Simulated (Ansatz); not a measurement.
## ZnPb2N2: energy less reference against wave cutoff

Results calculated with Ansatz 0.2.0, not measured. One setting of a density functional single point varied, free energy counted from the run at the reference value, pressure positive in compression; periodic cell, basis, potentials, k mesh and filling as listed.

Structure of every row (space group P-3m1, No. 164):
```
ZnPb2N2
1.0
      3.6736     0.0000     0.0000
     -1.8368     3.1815     0.0000
      0.0000     0.0000     9.2672
Zn Pb N
1 2 2
Direct
  0.00000 0.00000 0.50000
  0.66667 0.33333 0.18693
  0.33333 0.66667 0.81307
  0.00000 0.00000 0.69832
  0.00000 0.00000 0.30168
```

Settings of every row: functional PBE; dispersion none; potentials PAW; k mesh 6x6x2; k shift 0x0x0; occupations fixed; smearing width 0 eV; spin none; varied setting wave cutoff; reference wave cutoff 450 eV.

Limits: cutoff under the advised one; no spin-orbit coupling, which can matter with elements this heavy; the cell comes from a prototype or a list of computed structures and needn't be the stable phase.

```
row  wave cutoff (eV)  energy less reference (meV/atom)
  1               250                            888.05
  2               300                                 ?
  3               350                             25.69
  4               400                              4.48
  5               450                                 0
```

Question: what energy less reference should row 2 give?

Worked fit of energy less reference. Measure energy less reference from the row at the highest cutoff, 0.00 meV/atom, and take the logarithm of what remains: 250 → 6.79, 350 → 3.25, 400 → 1.50. A straight line through these is ln|rest| = 15.607 − 0.03529 × cutoff, so the rest falls by a factor of e every 28.3 eV; from 3 rows that is a rough guide, not a law, and the row at the highest cutoff isn't the limit itself. At 300 eV the line gives ln|rest| = 5.020, a rest of 151.41 meV/atom, and so 0.00 + 151.41 = 151.41 meV/atom.

The calculation gave 147.98 meV/atom. The fit lies 3.43 meV/atom (2.3 % of the value, 0.39 % of the column's range) above it; its largest miss of a shown row is 4.01 meV/atom.
